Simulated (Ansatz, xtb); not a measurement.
# C2H8GeOSi: which of two isomers lies lower

Structure I is `[CH3][GeH2][SiH2]C=O`, a singlet and structure II is `C[Si@@H]([GeH3])C=O`, a singlet. Both are isolated molecules in the gas phase, relaxed with PBE-D3(BJ)/def2-SVP; the shapes shown needn't be the lowest conformers.

I (Å):

```xyz
13

C     0.0984   -0.0337   -0.9544
C    -1.2655    1.4813    2.4530
Ge    1.3361    1.0025    0.1749
O    -1.9349    1.5400    1.4356
Si    0.5950    0.8787    2.4468
H    -0.9307    0.3169   -0.7493
H     0.3378    0.1118   -2.0254
H     0.1695   -1.1116   -0.7123
H     2.7934    0.4749    0.0453
H     1.3305    2.4971   -0.2527
H     1.3770    1.7030    3.4389
H     0.5702   -0.5397    2.9656
H    -1.7309    1.7701    3.4514
```

II (Å):

```tsv
atom	x (Å)	y (Å)	z (Å)
C	0.5920	-0.2795	-2.6039
C	1.4189	2.3049	-1.0237
Ge	0.7017	-0.3785	1.0060
O	2.1736	2.5365	-0.0943
Si	0.2417	0.7494	-1.0492
H	-0.1031	-1.1409	-2.6657
H	0.4584	0.3354	-3.5174
H	1.6286	-0.6712	-2.5929
H	-1.1763	1.2683	-1.1064
H	-0.1738	-1.6540	1.1505
H	0.4170	0.5444	2.2168
H	2.1894	-0.8141	1.0472
H	1.3985	3.0074	-1.9230
```

Energies in hartree; the thermal terms are from GFN2-xTB frequencies at re-optimised GFN2-xTB minima (ideal gas, soft modes damped towards free rotors, one conformer each, 298.15 K, 1 atm) and include the zero-point energy:

```
                               I            II
E, CCSD(T)/def2-SVP  −2519.929360  −2519.933180
    E, MP2/def2-SVP  −2519.850041  −2519.853891
  E, MP2/def2-TZVPP  −2520.559003  −2520.562508
  zero-point energy      0.084372      0.084739
       H(298 K) − E      0.094600      0.095074
       G(298 K) − E      0.049811      0.049842
```

Question: Correct the CCSD(T) difference for the basis set by the MP2 change, then work out ΔE, ΔE₀, ΔH and ΔG for I → II in kcal/mol (1 Eh = 627.51 kcal/mol) and the equilibrium ratio [II]/[I].

Answer: 1. Differences II − I: CCSD(T) −0.003820, MP2 in the small set −0.003850, MP2 in the large set −0.003505 Eh.
2. ΔE = −0.003820 + (−0.003505 − (−0.003850)) = −0.003475 Eh = −2.18 kcal/mol.
3. ΔE₀ = ΔE + ΔZPE = −0.003475 + (+0.000367) Eh = −1.95 kcal/mol.
4. ΔH = ΔE + (+0.000474) Eh = −1.88 kcal/mol.
5. ΔG = ΔE + (+0.000031) Eh = −2.16 kcal/mol, so ΔS = (ΔH − ΔG)/T = +3.9 J/(mol K).
6. kT = 0.9442 mEh, so K = [II]/[I] = exp(−ΔG/kT) = exp(+3.65) ≈ 38.

Structure II is favoured at this temperature. An error of 1 kcal/mol in ΔG would change K by a factor of 5.4. Mirror images and further conformers aren't counted.

As drawn, II has 1 C–Si, 1 Ge–H in place of 1 C–Ge, 1 Si–H.

Other levels gave ΔE = −2.6 (PBE-D3(BJ)/def2-SVP); −2.7 (HF/def2-SVP); −2.4 (MP2/def2-SVP); −2.4 (CCSD(T)/def2-SVP) kcal/mol. The correlated steps freeze 17 core orbitals; the filled d shell of Ge is correlated, in a basis made for valence electrons. Programs: Ansatz 0.2.0, xtb 6.7.1.

The preference for II is modest and comes mainly from the electronic energy. Both isomers keep the Ge–Si bond and the formyl group on silicon, so the comparison is essentially an exchange of methyl and hydrogen between the two heavier atoms. Silicon binds hydrogen more strongly than germanium does, which by itself would favour I, but the advantage of Si–C over Ge–C is evidently larger. The more compact, more electropositive silicon overlaps better with carbon and forms a more polar bond to it. Placing methyl and formyl on the same silicon may also alter the balance, so the difference isn't a pure bond-energy increment.

Hartree–Fock already gives the same ordering, which suggests that the preference doesn't originate in electron correlation. Vibrational and thermal enthalpy terms slightly favour I, but entropy nearly cancels them, leaving ΔG close to ΔE. The ratio describes thermodynamic preference only: interconversion would require strong σ bonds to be broken or shifted, and no barrier was computed to show whether equilibrium is attainable at room temperature.
